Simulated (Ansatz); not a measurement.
A series in volume per atom on SiC

All results are calculated (Ansatz 0.2.0). Band levels at named k points (names of the unstrained cell) at fixed atoms, from the valence top (v1 top filled band, c1 lowest empty), gap the least over mesh, points and any path between them, spin-unpolarised plane waves, DDH-PBE0 mixes 1/eps_inf of exact exchange.

Cell of the first row (space group P6_3mc, No. 186):
```
cell vectors (Å)
   2.9852     0.0000     0.0000
  -1.4926     2.5853     0.0000
   0.0000     0.0000     9.7744
atoms (fractions of the cell vectors)
Si  0.00000  0.00000 -0.00019
Si  0.33333  0.66667  0.24998
Si  0.00000  0.00000  0.49981
Si  0.66667  0.33333  0.74998
C   0.00000  0.00000  0.18729
C   0.33333  0.66667  0.43792
C   0.00000  0.00000  0.68729
C   0.66667  0.33333  0.93792
```

Settings of every row: periodic directions 3; functional PBE; spin orbit no; potentials PAW; wave cutoff 420 eV; k mesh 12x12x4; smearing width 0.02 eV.

Point:
```csv
name,a (fraction of the reciprocal vector),b (fraction of the reciprocal vector),c (fraction of the reciprocal vector)
Gamma,0,0,0
M,0.5,0,0
K,0.3333,0.3333,0
A,0,0,0.5
L,0.5,0,0.5
H,0.3333,0.3333,0.5
extra_c,0,0.5,0
```

Limits: semilocal functionals tend to give too small a gap.

```csv
row,volume per atom (Å³),least direct gap (eV),band gap (eV)
1,9.429,3.38,2.235
2,9.724,3.372,2.234
3,10.025,?,?
4,10.332,3.349,2.226
5,10.645,3.333,2.22
6,10.964,3.316,2.211
7,11.29,3.296,2.201
```

Question: what least direct gap and band gap should row 3 give?

Worked fit of least direct gap. Take t = volume per atom − 10, in Å³. The shown rows have t = -0.571, -0.276, 0.332, 0.645, 0.964, 1.29. Least squares give least direct gap = 3.3623 − 0.03755 × t − 0.01079 × t² eV; a straight line predicts inner rows, each left out in turn, worse (root mean square 0.0037 against 0.00058 eV). The rows lie off it by 0.000, 0.000, 0.000, -0.001, 0.000, 0.000. The withheld row has t = 0.025, so the fit gives 3.3623 − 0.03755 × (0.025) − 0.01079 × (0.025)² = 3.361 eV.

The calculation gave 3.362 eV. The fit lies 0.001 eV (1.2 % of the column's range) below it, one unit of the last digit.

Worked fit of band gap. Take t = volume per atom − 10, in Å³. The shown rows have t = -0.571, -0.276, 0.332, 0.645, 0.964, 1.29. Least squares give band gap = 2.2312 − 0.01201 × t − 0.00889 × t² eV; a straight line predicts inner rows, each left out in turn, worse (root mean square 0.003 against 0.00039 eV). All shown rows lie on it to the printed digit. The withheld row has t = 0.025, so the fit gives 2.2312 − 0.01201 × (0.025) − 0.00889 × (0.025)² = 2.231 eV.

The calculation gave 2.231 eV. The fit meets it to the printed digit.
